\section*{Rigid motions and the Cartesian Hessian away from a stationary point}

\subsection*{Premises and conventions}

I take $N$ nuclei at positions $\mathbf{x}_j$, stacked into one vector $x\in\mathbb{R}^{3N}$, and a Born--Oppenheimer energy $E(x)$ with gradient $g=\nabla E$ (blocks $\mathbf{g}_j$, force $-\mathbf{g}_j$) and Hessian $H=\nabla\nabla E$. Energies are in $E_h$, lengths in bohr, masses in amu and wavenumbers in cm$^{-1}$. My premises are these.
(i) The molecule is isolated: $E$ is unchanged when every $\mathbf{x}_j$ is replaced by $\mathcal{R}\mathbf{x}_j+\mathbf{d}$, for any rotation $\mathcal{R}$ and shift $\mathbf{d}$, at every $x$ in an open region.
(ii) $E$ is twice continuously differentiable there, so $H$ is symmetric; for the convergence statement I add bounded third derivatives.
(iii) $g$ and $H$ are the exact derivatives of that same $E$.
(iv) The nuclei are not collinear, unless I say otherwise.

For a unit vector $\mathbf{n}$ the translation vector $t$ has blocks $\mathbf{t}_j=\mathbf{n}$ and the rotation vector $r$ has blocks $\mathbf{r}_j=\mathbf{n}\times\mathbf{x}_j$. I write $r=\Omega x$, where $\Omega$ applies $\mathbf{n}\times$ to every block. Since $\mathbf{u}\cdot(\mathbf{n}\times\mathbf{v})=-\mathbf{v}\cdot(\mathbf{n}\times\mathbf{u})$, we have $\Omega^T=-\Omega$. The difference that matters: $t$ is a constant vector, while $r$ depends on $x$.

\subsection*{The two identities}

Translations first. By (i), $E(x+\epsilon t)=E(x)$. The derivative at $\epsilon=0$ is $t^Tg(x)=0$, so $\sum_j\mathbf{g}_j=0$. This holds on an open set and may be differentiated with respect to $x$. As $t$ is constant,
\begin{equation}
Ht=0 \quad\text{at every geometry.}
\label{eq:trans}
\end{equation}

A rotation by the angle $\epsilon$ about $\mathbf{n}$ is $x\to e^{\epsilon\Omega}x$. The derivative of $E(e^{\epsilon\Omega}x)=E(x)$ at $\epsilon=0$ is
\begin{equation}
g(x)^T\Omega x=\mathbf{n}\cdot\sum_j\mathbf{x}_j\times\mathbf{g}_j=0,
\label{eq:torque}
\end{equation}
the absence of a net torque. I differentiate again with respect to $x$. The factor $g$ gives $H\Omega x$, the explicit $x$ gives $\Omega^Tg$, and their sum vanishes. With $\Omega^T=-\Omega$,
\begin{equation}
Hr=\Omega g,\qquad (Hr)_j=\mathbf{n}\times\mathbf{g}_j .
\label{eq:rot}
\end{equation}
The meaning is that the gradient turns with the molecule: $g(e^{\epsilon\Omega}x)=e^{\epsilon\Omega}g(x)$, and the first order in $\epsilon$ of this is \eqref{eq:rot}. Moving the origin adds a translation to $r$, which by \eqref{eq:trans} leaves $Hr$ alone, and the right side knows no origin. The symmetry of $H$ requires $t^THr=(Ht)^Tr=0$, and indeed $t^T\Omega g$ is a triple product with $\sum_j\mathbf{g}_j=0$.

When is a rotation a null vector? From \eqref{eq:rot}, $|Hr|^2=\sum_j|\mathbf{n}\times\mathbf{g}_j|^2$. One rotation is therefore annihilated exactly when every $\mathbf{g}_j$ is parallel to its axis (or zero), which can happen with $g\neq0$. For the three Cartesian axes together, $\sum_a|\mathbf{e}_a\times\mathbf{g}_j|^2=3|\mathbf{g}_j|^2-|\mathbf{g}_j|^2$, so
\begin{equation}
\sum_{a=x,y,z}|Hr_a|^2=2|g|^2 .
\label{eq:sum}
\end{equation}
All three rotations are null vectors if and only if $g=0$. At $g\ne0$ at most one axis is, because a nonzero $\mathbf{g}_j$ is parallel to one axis only.

\subsection*{Curvature along the rotations}

I need the matrix elements of $H$ between rotations. The identity $(\mathbf{m}\times\mathbf{x})\cdot(\mathbf{n}\times\mathbf{g})=(\mathbf{m}\cdot\mathbf{n})(\mathbf{x}\cdot\mathbf{g})-(\mathbf{m}\cdot\mathbf{g})(\mathbf{x}\cdot\mathbf{n})$ and \eqref{eq:rot} give
\begin{equation}
r_a^THr_b=\delta_{ab}\,\mathrm{tr}\,W-W_{ab},\qquad W=\sum_j\mathbf{g}_j\mathbf{x}_j^T .
\label{eq:virial}
\end{equation}
The virial tensor $W$ is symmetric, since its antisymmetric part is the torque \eqref{eq:torque}, and independent of the origin, since $\sum_j\mathbf{g}_j=0$.

A second route shows where this curvature comes from. The straight line $x+\epsilon r$ is the tangent of the circle $e^{\epsilon\Omega}x=x+\epsilon\Omega x+\tfrac12\epsilon^2\Omega^2x+\dots$, on which $E$ is constant. Hence $x+\epsilon r=e^{\epsilon\Omega}x-\tfrac12\epsilon^2\Omega^2x+O(\epsilon^3)$, and $-\Omega^2x$ has the blocks $\mathbf{x}_j^\perp$, the parts of $\mathbf{x}_j$ perpendicular to the axis. The energy on the tangent is $E(x)+\tfrac12\epsilon^2\sum_j\mathbf{g}_j\cdot\mathbf{x}_j^\perp+O(\epsilon^3)$, which is the diagonal of \eqref{eq:virial}. The tangent inflates the molecule away from the axis at second order, and the gradient charges for the inflation at first order. A molecule that is too large in those directions gets a positive curvature, one that is too small a negative one.

To turn this into eigenvalues I consider $Hv=\lambda Gv$ with $G$ diagonal and weight $w_j$ on atom $j$. The choice $w_j=1$ gives the eigenvalues of $H$, and $w_j=m_j$ (then $G=M$) gives $\lambda=\omega^2$. With the origin at the weighted centre, $\sum_jw_j\mathbf{x}_j=0$, translations and rotations are $G$-orthogonal, and the Gram matrix of the rotations is
\begin{equation}
J_{ab}=r_a^TGr_b=\sum_jw_j\left(|\mathbf{x}_j|^2\delta_{ab}-x_{ja}x_{jb}\right),
\label{eq:gram}
\end{equation}
the inertia tensor for $w_j=m_j$. Its quadratic form is $\sum_jw_j|\mathbf{x}_j^\perp|^2$, positive by (iv). Let $\hat R=(r_x,r_y,r_z)J^{-1/2}$, and let the columns of $U$ be a $G$-orthonormal basis of the remaining $3N-6$ directions. The translations decouple with $\lambda=0$, and the rest of $H$ is
\begin{equation}
\begin{pmatrix}A&C^T\\ C&K\end{pmatrix},\qquad A=J^{-1/2}(\mathrm{tr}\,W-W)J^{-1/2},\quad C=U^TH\hat R,\quad K=U^THU .
\label{eq:blocks}
\end{equation}
By \eqref{eq:rot} both $A$ and $C$ are linear in $g$ at a given geometry. For $\lambda$ outside the spectrum of $K$, the lower row of the eigenvalue equation gives the $U$ components as $-(K-\lambda)^{-1}Cc$, and the upper row becomes
\begin{equation}
\left[A-C^T(K-\lambda)^{-1}C\right]c=\lambda c .
\label{eq:eff}
\end{equation}
So three eigenvalues equal those of $A$ up to $O(g^2)$. For $w_j=1$, \eqref{eq:sum} bounds the squared norm of $C$ by $2|g|^2/J_{\min}$, and the correction is at most $2|g|^2/(J_{\min}\kappa)$, with $\kappa$ the distance from $\lambda$ to the spectrum of $K$. The spurious wavenumbers go as $|g|^{1/2}$ and fade slowly as an optimisation converges.

A rotation is an exact eigenvector when $\mathbf{n}\times\mathbf{g}_j=\lambda w_j\,\mathbf{n}\times\mathbf{x}_j$, that is $\mathbf{g}_j^\perp=\lambda w_j\mathbf{x}_j^\perp$ for all $j$. For $w_j=m_j$ and $\lambda>0$ this is the balance, perpendicular to the axis, between the restoring force and the centrifugal force at angular velocity $\sqrt\lambda$.

\subsection*{Diatomic}

Let $E=V(\rho)$ with $\rho=|\mathbf{x}_1-\mathbf{x}_2|$ and $\mathbf{e}=(\mathbf{x}_1-\mathbf{x}_2)/\rho$, so $\mathbf{g}_1=-\mathbf{g}_2=V'\mathbf{e}$. The rotation about $\mathbf{e}$ moves nothing, and five rigid vectors remain. Take $\mathbf{n}\perp\mathbf{e}$ and $\mathbf{q}=\mathbf{n}\times\mathbf{e}$, so that $Hr=V'(\mathbf{q},-\mathbf{q})$. About the midpoint $r=\tfrac12\rho(\mathbf{q},-\mathbf{q})$. About the centre of mass $r=\rho(m_2\mathbf{q},-m_1\mathbf{q})/(m_1+m_2)$, so $Mr=\mu\rho(\mathbf{q},-\mathbf{q})$ with $\mu=m_1m_2/(m_1+m_2)$. Both are exact eigenvectors, twice degenerate:
\begin{equation}
\lambda_\perp=\frac{2V'(\rho)}{\rho},\qquad \omega_\perp^2=\frac{V'(\rho)}{\mu\rho}.
\label{eq:diatomic}
\end{equation}
A compressed bond ($V'<0$) shows a pair of imaginary frequencies that belong to no internal motion.

\subsection*{The Newton step}

From here on $w_j=1$. Collect the six rigid vectors at the current $x$ in the $3N\times6$ matrix $D$, of full rank by (iv), and set
\begin{equation}
P=1-D(D^TD)^{-1}D^T=UU^T .
\label{eq:proj}
\end{equation}
$P$ does not depend on the origin, because the span of $D$ does not. The first-order invariances say $D^Tg=0$, so $Pg=g$. I restrict $E$ to the flat slice $x+Uz$, which is perpendicular to the rigid motions at $x$. The restricted function has gradient $U^Tg$ and Hessian $K$ at $z=0$, and for invertible $K$ its Newton step is $z=-K^{-1}U^Tg$. Now $PHP=UKU^T$. The matrix $UK^{-1}U^T$ multiplies it from either side to the symmetric $P$, and $P$ reproduces both matrices; these are the four conditions that define the Moore--Penrose pseudo-inverse. Therefore
\begin{equation}
s=-(PHP)^+g=-\left[PHP+\sigma(1-P)\right]^{-1}g\qquad(\sigma\neq0),
\label{eq:step}
\end{equation}
where the second form holds because the bracket is block diagonal and $g$ lies in the range of $P$.

This step converges quadratically although $P$ changes between iterations. Let $x$ lie a small distance $d$ from the family of rigid copies of a minimum whose Hessian has no null vectors other than the six rigid ones. The slice cuts this family transversally, at a point $y=x+Ue$ with $|e|=O(d)$. There $H(y)$ is positive semidefinite and its null space meets the slice directions only in zero, so $U^TH(y)U$ is positive definite, and by continuity so is $K$. Taylor's theorem gives $0=U^Tg(y)=U^Tg+Ke+O(|e|^2)$, hence $z-e=O(|e|^2)$, and $x+s$ is within $O(d^2)$ of the family. The argument holds equally for a slice that is $M$-orthogonal to the rigid motions, so the two choices give shapes that differ at $O(d^2)$.

What goes wrong without the projection? The translations have to be removed in any case, since \eqref{eq:trans} makes $H$ singular. Keep the rotations and solve \eqref{eq:blocks} for a step $(s_R,s_U)$ with right side $-(\eta,g_U)$, where $g_U=U^Tg$ and $\eta=\hat R^Tg$ is zero under the premises. The lower row gives $s_U=-K^{-1}(g_U+Cs_R)$, and insertion in the upper row gives
\begin{equation}
s_R=\left(A-C^TK^{-1}C\right)^{-1}\left(C^TK^{-1}g_U-\eta\right).
\label{eq:unproj}
\end{equation}
For $\eta=0$ and all eigenvalues of $A$ of full order $|g|$, $s_R$ is $O(g^2)/O(g)=O(g)$ and it changes $s_U$ only at $O(g^2)$. The unprojected step is then still a second-order step, and I should not call it wrong. It is unsafe for three reasons. First, an eigenvalue of $A$ can fall to $O(g^2)$ at finite $g$; then $s_R$ is of order one or diverges, and $s_U$ changes at leading order. For a planar water molecule with a gradient that depends on bond lengths $r_1,r_2$ and the angle, the in-plane rotation has curvature $\mathrm{tr}\,W=r_1\partial E/\partial r_1+r_2\partial E/\partial r_2$ (a dilation leaves the angle fixed), and this vanishes for one long and one short bond in the right proportion. Second, numerical noise gives $\eta\neq0$, and it is divided by eigenvalues that go to zero at convergence. Third, the signs of the eigenvalues of $A$ falsify the count of negative curvatures on which level shifts and saddle searches rely. The projected step has none of these defects, and it is the form I use in Cartesian coordinates.

\subsection*{Range of validity}

Equations \eqref{eq:trans} to \eqref{eq:virial} are exact under (i) to (iii), for any electronic-structure method and any size of $g$. They fail where $E$ is not smooth, as at a conical intersection. A uniform electric field $\mathbf{F}$ changes the energy of a molecule with net charge $Q$ by $-Q\mathbf{F}\cdot\mathbf{d}$ under a shift, which is linear, so \eqref{eq:trans} survives, but only the rotation about $\mathbf{F}$ stays a symmetry, and the other two must not be projected out. A crystal in a fixed cell keeps the three translations only. Quadrature grids of fixed orientation break (i) slightly, and the residual $Hr-\Omega g$ measures by how much. Model or updated Hessians violate (iii): they need not obey \eqref{eq:rot}, though \eqref{eq:step} is still a sensible quasi-Newton step. The estimate $\lambda\approx\mathrm{eig}\,A$ needs $|g|/\sqrt{J_{\min}}\ll\kappa$ and breaks down for soft torsions or weakly bound complexes, where rotations and internal modes mix. At a collinear geometry $D$ has five columns, and close to one $J_{\min}\to0$, so the rank needs a stated tolerance. Finally, $K$ at $g\neq0$ is the curvature on one chosen slice. Its eigenvalues are not harmonic vibrational constants.

\subsection*{Bent H$_2$O}

I put O at the origin and the H atoms at $(\pm a,0,b)$ with $a=r\sin\alpha$, $b=r\cos\alpha$ and bond angle $\theta=2\alpha$; $z$ is the twofold axis and $xz$ the molecular plane. The model is
\begin{equation}
E=\tfrac12k_r\left[(r_1-r_e)^2+(r_2-r_e)^2\right]+\tfrac12k_\theta(\theta-\theta_e)^2,
\label{eq:model}
\end{equation}
with typical values taken as given inputs: $r_e=1.81$ bohr, $\theta_e=104.5^\circ$, $k_r=0.54\,E_h$/bohr$^2$, $k_\theta=0.16\,E_h$/rad$^2$, $m_H=1.008$, $m_O=15.995$. It satisfies (i) exactly. The digits below are those of this model. I choose $r=1.82$ bohr and $\theta=110^\circ$, so $a=1.4909$, $b=1.0439$ bohr and $\theta-\theta_e=0.09599$ rad. The internal gradients are $E_r=k_r(r-r_e)=5.400\times10^{-3}\,E_h$/bohr per bond and $E_\theta=15.359\times10^{-3}\,E_h$/rad.

On the H atom at $+a$, with bond direction $\mathbf{e}=(\sin\alpha,0,\cos\alpha)$ and opening direction $\mathbf{p}=(\cos\alpha,0,-\sin\alpha)$, the gradient is $E_r\mathbf{e}+(E_\theta/r)\mathbf{p}=(g_x,0,g_z)$ with $g_x=9.264\times10^{-3}$ and $g_z=-3.815\times10^{-3}\,E_h$/bohr. The other H has $(-g_x,0,g_z)$ and O has $(0,0,-2g_z)$. $W$ is diagonal, with $W_{yy}=0$ and
\begin{equation}
W_{xx}=2ag_x=2rE_r\sin^2\alpha+E_\theta\sin\theta,\qquad W_{zz}=2bg_z=2rE_r\cos^2\alpha-E_\theta\sin\theta .
\label{eq:wwater}
\end{equation}
In units of $10^{-3}E_h$ I get $W_{xx}=27.622$, $W_{zz}=-7.966$ and $\mathrm{tr}\,W=2rE_r=19.656$. By \eqref{eq:virial} the curvatures along $r_x,r_y,r_z$ are $W_{zz}$, $\mathrm{tr}\,W$, $W_{xx}$.

With this choice of plane the nine displacements split under $C_{2v}$ into $a_1$ ($t_z$, symmetric stretch, bend), $b_1$ ($t_x$, $r_y$, antisymmetric stretch), $b_2$ ($t_y$, $r_x$) and $a_2$ ($r_z$), and $H$ does not connect different species. After the translations are removed, $r_x$ and $r_z$ are alone in their species. They are exact eigenvectors, and their eigenvalues depend on the surface only through $E_r$ and $E_\theta$. The Gram elements are $J_{zz}=2w_Ha^2$, $J_{xx}=2w_Hw_Ob^2/(w_O+2w_H)$ and $J_{yy}=J_{xx}+J_{zz}$.

The rotation $r_y$ couples to one partner. For $w_j=1$, about the centroid, $r_y$ has the $(x,z)$ components $(-2b/3,0)$ on O and $(b/3,\mp a)$ on the H atoms. The $b_1$ vector orthogonal to it and to $t_x$ is $u$, with $(-2a,0)$ on O and $(a,\pm b)$ on the H atoms, and $|u|^2=6a^2+2b^2=3J_{yy}$. From \eqref{eq:rot}, $Hr_y$ has $(-2g_z,0)$ on O and $(g_z,\mp g_x)$ on the H atoms, so
\begin{equation}
C=\frac{6ag_z-2bg_x}{\sqrt3\,J_{yy}}=-5.969\times10^{-3}\,E_h/\text{bohr}^2 .
\label{eq:cwater}
\end{equation}
Along $u$ the two bond vectors change by $(3a,\pm b)$. For the first bond this is $\xi=r(1+2\sin^2\alpha)$ along $\mathbf{e}$ and $\tau=r\sin\theta$ along $\mathbf{p}$, and for the second bond both signs are reversed, so $\theta$ is unchanged at first order. Each length has second derivative $\tau^2/r$, and each bond direction, $\arctan[\epsilon\tau/(r+\epsilon\xi)]$, has $-2\tau\xi/r^2$. Thus
\begin{equation}
K_u=\frac{2k_r\xi^2+2E_r\tau^2/r-4E_\theta\tau\xi/r^2}{3J_{yy}}=1.2571\,E_h/\text{bohr}^2,
\label{eq:kwater}
\end{equation}
and \eqref{eq:eff} lowers $\lambda_y$ by $C^2/(K_u-\lambda_y)=2.84\times10^{-5}\,E_h$/bohr$^2$. The table compares $\mathrm{eig}\,A$ with the eigenvalues of the full $9\times9$ problems; wavenumbers are $5140.5$ cm$^{-1}$ times the square root of $\omega^2$ in $E_h$/(amu bohr$^2$).

\begin{center}
\begin{tabular}{lccc}
\hline
axis & $x$ & $y$ & $z$\\
\hline
$J$ for $w_j=1$ (bohr$^2$) & 0.7265 & 5.1718 & 4.4453\\
$\lambda$ from $A$ ($10^{-3}E_h$/bohr$^2$) & $-10.965$ & 3.801 & 6.214\\
$\lambda$, full $H$ & $-10.965$ & 3.772 & 6.214\\
$J$ for $w_j=m_j$ (amu bohr$^2$) & 1.9510 & 6.4319 & 4.4809\\
wavenumber from $A$ (cm$^{-1}$) & $328i$ & 284 & 404\\
wavenumber, full $(H,M)$ & $328i$ & 282 & 404\\
\hline
\end{tabular}
\end{center}

Only three of the six rigid motions have zero eigenvalue, and $H$ has a negative one although, as the next step shows, $K$ is positive definite. The exceptional case also occurs here. At $\theta=110^\circ$, $W_{zz}=0$ requires $2k_rr(r-r_e)\cos^2\alpha=E_\theta\sin\theta$, solved by $r=1.832$ bohr. There $g_z=0$, the gradient lies along the H--H line with $g_x=0.0146\,E_h$/bohr, and $r_x$ is an exact null vector.

The gradient is $a_1$, so \eqref{eq:step} lives in the two-dimensional $a_1$ part of the slice. That part is parametrised linearly by the changes $(\xi,\tau)$ of the first bond vector along $\mathbf{e}$ and $\mathbf{p}$, mirrored on the second bond, and a Newton step is invariant under linear changes of coordinates. With bond length $[(r+\xi)^2+\tau^2]^{1/2}$ and angle $\theta+2\arctan[\tau/(r+\xi)]$ the gradient is $(2E_r,\,2E_\theta/r)=(0.01080,\,0.01688)$ and the Hessian is
\begin{equation}
\begin{pmatrix}2k_r&-2E_\theta/r^2\\ -2E_\theta/r^2&4k_\theta/r^2+2E_r/r\end{pmatrix}
=\begin{pmatrix}1.08&-0.00927\\ -0.00927&0.19915\end{pmatrix}.
\label{eq:a1}
\end{equation}
It is positive definite, and with $K_u>0$ so is $K$. The step is $\xi=-0.01073$, $\tau=-0.08525$ bohr and lands at $r=1.8113$ bohr, $\theta=104.60^\circ$, which leaves $0.0013$ bohr and $0.10^\circ$ to go. There $W_{xx}=1.844\times10^{-3}E_h$, yet the rotation about $z$ still shows $108$ cm$^{-1}$, and $\lambda_x$ has changed sign to $0.795\times10^{-3}E_h$/bohr$^2$.

At this symmetric geometry $C^TK^{-1}g_U=0$, because $C$ reaches only $u$ and $g$ has no $b_1$ part, so without noise the unprojected step equals the projected one. Suppose instead a noise component $\eta=10^{-5}E_h$/bohr along the normalised $r_x$. By \eqref{eq:unproj} the unprojected step contains a rotation of length $|\eta/\lambda_x|$, which is $0.91\times10^{-3}$ bohr at the first geometry and $0.0126$ bohr at the second, where it is several times the remaining bond-length correction. $(PHP)^+$ annihilates that component at both geometries.